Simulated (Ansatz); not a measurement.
Abstraction of H: C2H3F3 + C2H6MgN → C2H2F3 + C2H7MgN

Species: C2H3F3 (1,1,1-trifluoroethane) `CC(F)(F)F`, singlet; C2H6MgN `C[N](C)[Mg]`, doublet; C2H2F3 `[CH2]C(F)(F)F`, doublet; C2H7MgN `C[N](C)[MgH]`, singlet. A radical takes H: the energy is the difference in strength between the C–H bond broken and the Mg–H bond made.

Shapes, held fixed at every level: PBE0-D4/def2-TZVP. Programs: Ansatz 0.2.0. The zero-point and thermal change to 298 K, harmonic and unscaled (PBE0-D4/def2-TZVP), is -21.8 kJ/mol.

```json
{"level": "PBE-D4/def2-TZVPP", "kind": "GGA", "ΔH(298 K) (kJ/mol)": "+157.2", "less CCSD(T)/def2-TZVPP": "+6.1", "CPU time (sum over the molecules)": "40 s"}
{"level": "r2SCAN-D4/def2-TZVPP", "kind": "meta-GGA", "ΔH(298 K) (kJ/mol)": "+144.7", "less CCSD(T)/def2-TZVPP": "-6.4", "CPU time (sum over the molecules)": "80 s"}
{"level": "B3LYP-D4/def2-TZVPP", "kind": "global hybrid", "ΔH(298 K) (kJ/mol)": "+148.0", "less CCSD(T)/def2-TZVPP": "-3.1", "CPU time (sum over the molecules)": "57 s"}
{"level": "BHLYP-D4/def2-TZVPP", "kind": "global hybrid", "ΔH(298 K) (kJ/mol)": "+144.6", "less CCSD(T)/def2-TZVPP": "-6.5", "CPU time (sum over the molecules)": "44 s"}
{"level": "wB97M-V/def2-TZVPP", "kind": "range-separated hybrid", "ΔH(298 K) (kJ/mol)": "+140.4", "less CCSD(T)/def2-TZVPP": "-10.7", "CPU time (sum over the molecules)": "2.4 min"}
{"level": "wB97X-V/def2-TZVPP", "kind": "range-separated hybrid", "ΔH(298 K) (kJ/mol)": "+144.3", "less CCSD(T)/def2-TZVPP": "-6.8", "CPU time (sum over the molecules)": "1.9 min"}
{"level": "CCSD/def2-SVP", "kind": "coupled cluster or CI", "ΔH(298 K) (kJ/mol)": "+149.5", "less CCSD(T)/def2-TZVPP": "-1.6", "CPU time (sum over the molecules)": "–"}
{"level": "CCSD(T)/def2-TZVPP", "kind": "coupled cluster or CI", "ΔH(298 K) (kJ/mol)": "+151.1", "less CCSD(T)/def2-TZVPP": "0.0", "CPU time (sum over the molecules)": "51 min"}
```

The highest level, CCSD(T)/def2-TZVPP, gives ΔH(298 K) = +151.1 kJ/mol; the levels span +140.4 to +157.2. The column of differences is taken from that level and isn't an error. No measured value is set beside it here. Open shells run unrestricted. Outer-core shells of Mg are correlated in most correlated rows, in sets that cover them unevenly. Times are processor times on shared x86 and Arm servers, and rough.

Hydrogen transfer from trifluoroethane to the magnesium-centred radical is strongly endothermic at every level, +151.1 kJ/mol at the highest, so the C–H bond broken is much stronger than the Mg–H bond made. The carbon radical left behind has no π system to delocalise its spin, and the neighbouring CF3 group offers little hyperconjugative relief. On the other side, the diffuse 3s/3p hybrid on magnesium overlaps only modestly with hydrogen 1s, and the polarity of the Mg–H bond doesn't make up the difference. The vibrational and thermal term of -21.8 kJ/mol fits the replacement of stiff C–H modes by softer Mg–H ones, but is far too small to reverse the balance.

Among the functionals only PBE lies above the coupled-cluster reference. Exact exchange alone doesn't order them, since r2SCAN and BHLYP nearly coincide. The closeness of CCSD/def2-SVP to the reference may reflect cancellation between the smaller basis and the missing triples, so it doesn't show that either effect is small.
